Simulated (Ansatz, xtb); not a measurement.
C5H7BS: which of two isomers lies lower

Structure a is `Bc1cc(C)cs1`, a singlet and structure b is `Bc1cscc1C`, a singlet. Both are isolated molecules in the gas phase, relaxed with B3LYP/def2-SVP; the shapes shown needn't be the lowest conformers.

a (Å):

```xyz
14

C    -0.6046    0.3382   -0.6205
C     0.1765    0.5351    0.5170
C     1.0527   -0.5356    0.8384
C     1.9892   -0.5510    2.0164
C     0.9260   -1.5648   -0.0827
B    -1.6352    1.2649   -1.2449
S    -0.2294   -1.2317   -1.3039
H    -2.2371    0.9498   -2.2424
H    -1.8514    2.3350   -0.7287
H     0.1059    1.4527    1.1061
H     2.7054    0.2861    1.9689
H     2.5675   -1.4855    2.0596
H     1.4384   -0.4521    2.9666
H     1.4755   -2.5071   -0.0814
```

b (Å):

```xyz
14

C    -0.0022    0.6010    0.1716
C     0.0232    1.7596    0.9411
C     1.4312   -0.0148    1.9257
C     0.8327   -0.4333    0.7668
C     1.0196   -1.8057    0.1807
B    -0.8266    0.5171   -1.1151
S     1.0117    1.6248    2.3336
H    -0.8521   -0.4855   -1.7876
H    -1.4709    1.4740   -1.4745
H    -0.5075    2.6892    0.7344
H     2.1025   -0.5781    2.5734
H     1.4422   -1.7522   -0.8357
H     0.0587   -2.3389    0.0972
H     1.6946   -2.4158    0.7984
```

Quicker runs give these differences E(b) − E(a): GFN2-xTB +9.0 kJ/mol; HF/STO-3G +7.5 kJ/mol (at GFN2-xTB geometries); r2SCAN-D4/def2-SVP +17.5 kJ/mol (at GFN2-xTB geometries).

Question: Estimate E(b) − E(a) at the level CCSD(T)/def2-SVP + ΔMP2/def2-TZVPP.

Answer: Calculated at CCSD(T)/def2-SVP + ΔMP2/def2-TZVPP: E(b) − E(a) = +13.6 kJ/mol, so structure a lies lower.

Level by level:

```csv
level,geometry,E(b) − E(a) (kJ/mol),departure from the last row (kJ/mol),"job, with rough time for the two"
GFN2-xTB,GFN2-xTB,+9.0,−4.5,"optimisation, 0.18 s"
HF/STO-3G,GFN2-xTB,+7.5,−6.0,"single point, 0.4 s"
r2SCAN-D4/def2-SVP,GFN2-xTB,+17.5,+4.0,"single point, 3.2 s"
B3LYP/def2-SVP,B3LYP/def2-SVP,+16.8,+3.2,"optimisation, 41 s"
HF/def2-SVP,B3LYP/def2-SVP,+11.9,−1.6,part of the CCSD(T) run
MP2/def2-SVP,B3LYP/def2-SVP,+16.4,+2.9,part of the CCSD(T) run
CCSD(T)/def2-SVP,B3LYP/def2-SVP,+13.3,−0.3,single point
CCSD(T)/def2-SVP + ΔMP2/def2-TZVPP,B3LYP/def2-SVP,+13.6,,"single point, 41 s"
```

As drawn, both hold the same kinds of bond in the same numbers.

None of the levels shown reverses the order. The largest departure from CCSD(T)/def2-SVP + ΔMP2/def2-TZVPP is that of HF/STO-3G, 6.0 kJ/mol. The last row adds to CCSD(T) the change of the MP2 difference between the two basis sets, here +0.3 kJ/mol.

With thermal terms from frequencies at re-optimised GFN2-xTB minima (ideal gas, soft modes damped towards free rotors, one conformer each, 298.15 K, 1 atm): the zero-point term adds +0.2 kJ/mol; ΔH is +13.5 and ΔG +14.7 kJ/mol.

The correlated steps freeze 11 core orbitals. Codes used: Ansatz 0.2.0, xtb 6.7.1; the last row on 2 threads of Intel(R) Xeon(R) 6975P-C (Granite Rapids) on a shared host.

The isomer with boron next to sulfur is favoured by a modest but consistent margin, and the thermal terms leave the order intact. Methyl sits at a β carbon in both molecules, so the contrast comes down to moving the boryl group from an α to a β position, where it also becomes a neighbour of the methyl group.

An α-boryl group can accept π density from the sulfur lone pair and the diene system through a continuous conjugated path, whereas β attachment gives less effective delocalisation into the empty boron p orbital. The BH₂ group lies essentially in the ring plane in both structures, as this overlap requires, and the slightly shorter C–B bond in a fits stronger conjugation there. Crowding between the adjacent substituents probably adds to the penalty in b.

Hartree–Fock with the def2-SVP basis already gives +11.9 kJ/mol, so most of the preference is present without electron correlation. This pair alone cannot separate the conjugative contribution from the steric one.
